\subsection*{GHS inequality: response of the Curie--Weiss magnetisation}

\paragraph{Conventions.} Spins are $\sigma_i=\pm1$ with weight $\exp(\sum_{i<j}K_{ij}\sigma_i\sigma_j+\sum_i b_i\sigma_i)$, $K=J/kT$, $b=h/kT$, and $\chi=\partial m/\partial b$. All quantities are dimensionless.

\paragraph{Statement.} For $K_{ij}\ge0$ and $b_i\ge0$ (Griffiths, Hurst and Sherman, 1970),
\begin{equation}
u_3(i,j,k)=\frac{\partial^3\ln Z}{\partial b_i\,\partial b_j\,\partial b_k}\le0 .
\end{equation}
Hence $m(b)$ is concave and continuous for $b>0$, and with $m_0=m(0^+)$
\begin{equation}
0\le\chi(b)\le\frac{m(b)-m_0}{b}\le\frac1b .
\end{equation}
Couplings $K_{ij}=a/N$ on the complete graph obey the hypotheses. For $N\to\infty$ and $b>0$, $m$ is the positive root of
\begin{equation}
m=\tanh(am+b),\qquad a=qK=T_c/T .
\end{equation}

\paragraph{Question.} Take the illustrative inputs $K=0.2$, $b=0.05$, $q=4,5,6$, that is $a=0.8,1,1.2$. How do $m$ and $\chi$ respond when (A) $b$ is doubled, (B) $b$ is reversed, (C) $a$ is swept through 1, (D) a four-spin coupling is added?

\paragraph{Predictions.}
(A) $\chi$ falls, and $b\chi(2b)\le\Delta m\le b\chi(b)\le m(b)-m_0$.
(B) Spin-flip symmetry makes $u_3\ge0$ and $m$ convex for $b<0$; $\Delta m=-2m(b)$, of which $-2m_0$ is the jump at $b=0$.
(C) $\chi$ cannot diverge, since $\chi\le1/b=20$.
(D) The pair hypothesis fails, so $\chi$ may rise with $b$.

\paragraph{Proof.} Inequality (1) is quoted; its consequences follow thus. In a uniform field $\partial_b^2\langle\sigma_i\rangle=\sum_{jk}u_3(i,j,k)\le0$, and pointwise limits of concave functions are concave. A concave function on $b>0$ is continuous with non-increasing one-sided slopes; bounded by $|m|\le1$, it cannot decrease, so $m_0\ge0$ as a limit of values above the zero-field value $0$. The slope at $b$ is at most that of the chord from $0^+$, which is (2); the chord from $b$ to $2b$ gives (A). For (3) concavity is direct. With $b(m)=\operatorname{artanh}m-am$,
\begin{equation}
\chi^{-1}=\frac{1}{1-m^2}-a,\qquad
\frac{\partial^2m}{\partial b^2}=-\frac{b''(m)}{b'(m)^3}=-\frac{2m\chi^3}{(1-m^2)^2}<0 ,
\end{equation}
because $b(m)$ is convex with $b(0)=0$, so $b'>0$ wherever $b(m)>0$ and $m>0$.

\paragraph{Calculation.} (A) The model's values, from unrounded roots of (3):
\begin{center}
\begin{tabular}{cccccccccc}
$q$&$m_0$&$m(b)$&$m(2b)$&$\chi(b)$&$\chi(2b)$&$\frac{m-m_0}{b}$&$b\chi(2b)$&$\Delta m$&$b\chi(b)$\\\hline
4&0&0.2293&0.3905&3.914&2.632&4.59&0.1316&0.1613&0.1957\\
5&0&0.5021&0.6118&2.967&1.672&10.04&0.0836&0.1097&0.1484\\
6&0.6586&0.7271&0.7729&1.085&0.779&1.37&0.0390&0.0458&0.0543
\end{tabular}
\end{center}
Every inequality holds. Bound (2) is loosest at $T_c$: there $b\simeq m^3/3$ gives $m/(b\chi)\to3$ as $b\to0$, and 3.38 at $b=0.05$.

(B) For $q=6$, $\Delta m=-1.454$, of which $-1.317$ is the jump.

(C) From (3), $\partial m/\partial a=m\chi>0$. Eliminating $a=(\operatorname{artanh}m-b)/m$ from (4),
\begin{equation}
\chi^{-1}=\frac bm+\frac23m^2+\frac45m^4+\dots
\end{equation}
The first two terms are smallest at $m^3=3b/4$, where $1-a\simeq m^2>0$ and $\chi_{\max}\simeq\frac12(3b/4)^{-2/3}=4.46$. The full expression gives $\chi_{\max}=4.28$ at $a=0.872$: a rounded peak above $T_c$, well below 20.

(D) A term $Nc\mu^4/4$ in the exponent, with $\mu=N^{-1}\sum_i\sigma_i$ and $c>0$, gives $b(m)=\operatorname{artanh}m-am-cm^3$, whose cubic coefficient is $\frac13-c$. For $c>\frac13$ and $a<1$, $m(b)$ starts convex. Setting $b''=0$ gives $(1-m^2)^2=1/3c$ and
\begin{equation}
\min_m b'(m)=2\sqrt{3c}-3c-a .
\end{equation}
For $a=0.8$, $c=0.5$ this minimum is positive, so the root is unique and $m_0=0$. Then $\chi$ climbs from 5.00 at $b=0$ to 6.69 at $m=0.428$, $b=0.076$, exceeding $m/b=5.64$ and violating (2). The minimum vanishes at $\sqrt{3c}=1+\sqrt{1-a}$, or $c=0.698$, where $\chi$ diverges at $m=0.556$, $b=0.062$: a critical point in nonzero field, which (2) forbids for pair ferromagnets.